Litharge, the tetragonal form of PbO, is built from sheets. Oxygen sits in the middle of each sheet and lead on both faces, with the lone pairs of the lead atoms pointing into the space between one sheet and the next. The table follows this crystal as it is squeezed and stretched, and the results at one volume are blank. What energy, pressure and band gap belong there?

Tetragonal PbO (P4/nmm, 4 atoms per cell), computed with Ansatz 0.2.0: PBE with D3(BJ) dispersion, plane-wave PAW, scalar-relativistic, no spin polarisation, cutoff 420 eV, k mesh 8×8×6. Cell shape and atoms are relaxed at each volume within this symmetry. Energies count from the minimum of a third-order Birch-Murnaghan fit.

```csv
volume per atom (Å³/atom),energy over minimum (meV/atom),pressure (GPa),band gap on mesh (eV)
17.880,27.8,4.44,0.881
18.489,14.2,2.92,0.958
19.099,?,?,?
19.708,1.3,0.75,1.151
20.318,0.0,0.00,1.266
20.927,1.1,-0.60,1.386
21.537,3.8,-0.93,1.504
22.349,9.4,-1.32,1.668
```

**The top two rows: a crystal that resists**

At the two smallest volumes the crystal is under several gigapascals. Its resistance is measured by the bulk modulus, the pressure rise for a given relative loss of volume. From the pressure step between these two rows it comes out near 45 GPa.

The band gap, the energy between the highest filled and the lowest empty states, shrinks as the crystal is squeezed. Between these rows it changes by 0.126 eV for each Å³ per atom. That slope is the number to carry down the table.

**The middle rows: softer, with a livelier gap**

From 19.708 to 20.927 Å³ per atom the pressure passes through zero. The same estimate of the bulk modulus now gives 22.5 GPa, about half of what it was at the top. The gap has become more sensitive to volume, with a slope of about 0.19 eV per Å³ per atom.

The stiffness has a standard explanation in layered solids. The sheets are held together inside by strong Pb–O bonds, while neighbouring sheets attract each other only weakly. A moderate squeeze therefore closes the spaces between sheets first. The cell edges in these runs fit that picture: from the zero-pressure row down to 18.489 Å³ per atom, each step in volume shortens the cell by about 0.13 Å across the sheets and by only about 0.01 Å along them. As lead atoms from facing sheets come into close contact, the spaces harden and the whole crystal stiffens.

Graphite is a simpler case of the same behaviour. Its carbon sheets hardly shrink under moderate pressure, the spaces between them do most of the yielding, and the crystal stiffens quickly as they close. The comparison covers stiffness only: Pb–O bonds are much softer than the bonds in a carbon sheet, and graphite has no band gap to compare.

The gap probably responds to the same spaces. From the known chemistry of litharge, not from this table, the lowest empty states should lie mainly on lead, and the highest filled ones should mix oxygen with a share of lead. Lead lies on the faces of the sheets. When sheets approach, these states overlap across the space and spread into wider bands. The top of the filled states rises, the bottom of the empty ones falls, and the gap narrows.

This picture of overlap alone runs into trouble at the top of the table. Overlap grows faster the closer two atoms come, so the gap should fall ever more steeply under compression. It falls less steeply. One way out would be that the spaces close by less for each Å³ removed near the top of the table. The cell edges speak against it, because the shortening across the sheets doesn't slacken down to 18.489 Å³ per atom, where the gap's slope has already fallen. Only a growing flattening of the sheets themselves could still slow the closing.

Another possibility is that something inside the sheets works against the narrowing. Shorter Pb–O bonds, for example, may push filled and empty states apart, but that is a guess. A first test would need the heights of the lead atoms at each volume, to show how much the spaces and the bonds each shorten. The cause of the bend stays open here.

**The bottom rows: pulled apart**

Below the zero-pressure row the pressures are negative, which means that the crystal has to be held open. Between the two largest volumes the bulk modulus is only about 11 GPa. Stretching the crystal by 10 % in volume costs 9.4 meV per atom, whereas squeezing it by 12 % costs 27.8 meV. Most crystals are dearer to squeeze than to stretch, and weakly joined sheets should make the difference larger.

The gap keeps widening here, at about 0.20 eV per Å³ per atom between the last two rows. That is close to the slope in the middle of the table. The bend in the gap curve thus lies mainly on the compressed side, where the blank row is.

**Filling the blank row**

The energy needs a formula that allows for the lopsidedness. The third-order Birch-Murnaghan equation does so with two constants. Let $V$ be the volume per atom and $V_0$ its value in the zero-pressure row, 20.318 Å³. Then

$$u=\left(\frac{V_0}{V}\right)^{2/3}-1,\qquad E=a\,u^2+b\,u^3 .$$

Here $E$ is the energy over minimum. The first term treats squeezing and stretching alike in $u$, and the second makes squeezing dearer. A least-squares fit to the energies of the seven known rows gives $a=2906$ meV and $b=6873$ meV per atom.

These constants carry the stiffness as well. The bulk modulus at zero pressure is $8a/(9V_0)$, or 20.4 GPa. Its rise per unit of pressure is $4+2b/a$, which gives 8.7. Many solids with three-dimensional bonding lie nearer to 4, so the value is unusually high, but it fits a crystal of weakly joined sheets. One caution applies: the run for the zero-pressure row carries a warning that its relaxed geometry lies near a switch in the dispersion correction, which supplies part of the attraction between sheets. A small unevenness there could disturb the energies and pressures around this volume, and with them the fitted stiffness and its rise.

The blank row, which was not part of the fit, can now be worked by hand. At 19.099 Å³ per atom,

$$u=\left(\frac{20.318}{19.099}\right)^{2/3}-1=0.0421,$$

$$E=2906\,(0.0421)^2+6873\,(0.0421)^3\approx 5.15+0.51\approx 5.7\ \text{meV per atom}.$$

The forecast is about 5.7 meV per atom, with a range of 5.4 to 6.0. The fit misses the known energies by less than 0.1 meV, so this range leaves room for some unevenness.

For the pressure, the same equation is differentiated with respect to volume, and its two constants are fitted afresh to the seven known pressures. The forecast is about 1.7 GPa, with a range of 1.6 to 1.8. A second route takes the pressure from the energy fit alone and gives 1.64 GPa. In the known rows this second route differs from the tabulated pressures by up to 0.07 GPa, which is why the range is no narrower.

The band gap has no comparable equation, but its bend sets limits. If the curve keeps bending upward between the neighbours of the blank row, the gap must lie below the straight line that joins them, which gives 1.055 eV at this volume. It must also lie above the lines continued from the steps on either side, the higher of which gives 1.036 eV. The forecast is about 1.05 eV, with a range of 1.035 to 1.055.

The central value comes from a third-order polynomial in $\ln(V/V_0)$, fitted by least squares to the seven known gaps. Its coefficients describe a smooth curve and have no meaning of their own. The forecast would be at risk if a different pair of band edges took over between the neighbouring rows, because such a switch bends the curve downward and could lift the gap above the straight line.

**The computed row**

The withheld rows as computed:

```csv
volume per atom (Å³/atom),energy over minimum (meV/atom),pressure (GPa),band gap on mesh (eV)
19.099,5.7,1.69,1.049
```

All three values fall within their ranges. The energy formula gave 5.67 meV per atom against the computed 5.7, a difference smaller than the last printed digit. The pressure fit gave 1.67 GPa against 1.69, low by about 1 % of the computed value. The pressure from the energies alone was low by 3 %, a mismatch of the size already seen in the known rows.

These hits are not equally demanding. Halfway between the neighbouring energies lies 7.75 meV, about 2 meV too high, so there the curved formula was needed. For the gap, the straight line between neighbours would have missed by only 0.006 eV. The gap forecast therefore tests the smoothness of the curve more than any idea about its cause.

The feared change of band edges turned out to be slight. The lowest empty state keeps its place on the mesh in all the compressed rows, and the highest filled one moves only to a neighbouring mesh point, between 19.099 and 18.489 Å³ per atom.

The third-order polynomial gave 1.049 eV, in agreement with the computed gap to the last digit. A second-order polynomial fitted to the same seven rows gave 1.055 eV, no better than the straight line. A parabola has to spread a single bend evenly over the whole range, whereas the computed curve bends on the compressed side and runs nearly straight on the stretched side. The third-order curve can follow this uneven bend, but it doesn't say what causes it.

**What the full column means under pressure**

With the row filled in, the gap can be followed against pressure instead of volume. The first 1.69 GPa lowers it from 1.266 to 1.049 eV, a loss of 0.217 eV. The next 2.75 GPa, up to the top row, removes only 0.168 eV. Two effects combine here: each gigapascal removes less volume from the stiffened crystal, and each Å³ removed lowers the gap by less.

For practical use, a pressure coefficient taken near zero pressure would overstate the loss of gap at several gigapascals. The same reasoning helps with a related layered crystal: ask which contacts yield first, and whether the states at the band edges reach across them. Where both answers point to the spaces between sheets, the gap may well be most sensitive to pressure at the start of compression, where the crystal gives way most easily.

The compressed rows carry a reservation about structure. The calculation kept the tetragonal symmetry, while real litharge is known to distort at a pressure of very roughly 1 GPa. The revealed row and the two above it may therefore describe a crystal that would prefer another shape, and its gap could differ.

The size of the gap needs separate caution. At zero pressure the calculation gives 1.27 eV, against a measured value recalled as roughly 2 eV. Semilocal functionals such as PBE usually give gaps that are too small, and this is the likely main cause. Two other shortcomings would not close the difference. Spin–orbit coupling, which is missing, is expected to lower the empty lead states, and any band edges missed by the mesh of electron wave vectors would make the gap smaller still. The calculation also leaves out thermal and zero-point motion, which can shift a measured gap. The change of the gap with volume is a safer guide than its absolute value.
